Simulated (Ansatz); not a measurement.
# Cd₃Pd: the change of energy above lowest point and pressure with volume scale

All results are calculated (Ansatz 0.2.0). Free energy against uniform scaling of the volume at fixed shape and fractions; periodic cell, basis, potentials, k mesh and filling as listed.

The cell before it is scaled or strained (space group Pm-3m, No. 221):
```
Cd3Pd
1.0
      4.2085     0.0000     0.0000
      0.0000     4.2085     0.0000
      0.0000     0.0000     4.2085
Cd Pd
3 1
Direct
  0.00000 0.50000 0.50000
  0.50000 0.00000 0.50000
  0.50000 0.50000 0.00000
  0.00000 0.00000 0.00000
```

Settings of every row: functional PBEsol; dispersion D4; potentials PAW; wave cutoff 421.78 eV; density cutoff 1687.1 eV; k mesh 6x6x6; k shift 0x0x0; occupations cold; smearing width 0.1 eV; spin none; xc grid level 2.

Limits: coarse k mesh, up to 40 meV an atom off; the cell comes from a prototype or a list of computed structures and needn't be the stable phase.

| row | volume scale | V (Å³/atom) | energy above lowest point (meV/atom) | pressure (GPa) |
| --- | --- | --- | --- | --- |
| 1 | 0.94 | 17.517 | 0 | 0.63 |
| 2 | 0.96 | 17.889 | 1.3 | -1.69 |
| 3 | 0.98 | 18.262 | 7.6 | -3.7 |
| 4 | 1 | 18.635 | 18.3 | -5.46 |
| 5 | 1.02 | 19.007 | 32.9 | -7 |
| 6 | 1.04 | 19.38 | ? | ? |
| 7 | 1.06 | 19.753 | 71.5 | -9.49 |

Question: what energy above lowest point and pressure should row 6 give?

Worked fit of energy above lowest point. Take u = (V_r/V)^(2/3) − 1 with V_r = 18.449 Å³ an atom, which is twice the finite (Eulerian) strain; such expansions in the strain, on which the Birch-Murnaghan equation of state is built, carry the rest volume and the bulk modulus. The shown rows have u = 0.03516, 0.02076, 0.00681, -0.00667, -0.01967, -0.04451. Least squares give energy above lowest point = 12.47 − 798.9 × u + 12292 × u² + 9926 × u³ meV/atom; a parabola predicts inner rows, each left out in turn, worse (root mean square 0.21 against 0.072 meV/atom). All shown rows lie on it to the printed digit. Its lowest point lies at u = 0.0313, or V = 17.62 Å³ an atom, and the curvature there gives the bulk modulus at fixed shape and fractions, B = (4/9)(1 + u)² E″(u)/V = 114 GPa. The withheld row has u = -0.03229, so the fit gives 12.47 − 798.9 × (-0.03229) + 12292 × (-0.03229)² + 9926 × (-0.03229)³ = 50.7 meV/atom.

The calculation gave 50.7 meV/atom. The fit meets it to the printed digit.

Worked fit of pressure. Take u = (V_r/V)^(2/3) − 1 with V_r = 18.449 Å³ an atom, which is twice the finite (Eulerian) strain; such expansions in the strain, on which the Birch-Murnaghan equation of state is built, carry the rest volume and the bulk modulus. The shown rows have u = 0.03516, 0.02076, 0.00681, -0.00667, -0.01967, -0.04451. Least squares give pressure = −4.613 + 131.44 × u + 494 × u² GPa; a straight line predicts inner rows, each left out in turn, worse (root mean square 0.31 against 0.016 GPa). The rows lie off it by 0.01, -0.02, -0.01, 0.01, 0.01, -0.01. The pressure vanishes at u = 0.0314, or V = 17.61 Å³ an atom, and there the bulk modulus at fixed shape and fractions is B = −V dP/dV = (2/3)(1 + u) dP/du = 112 GPa. The withheld row has u = -0.03229, so the fit gives −4.613 + 131.44 × (-0.03229) + 494 × (-0.03229)² = -8.34 GPa.

The calculation gave -8.33 GPa. The fit lies 0.01 GPa (0.099 % of the column's range) below it, one unit of the last digit.
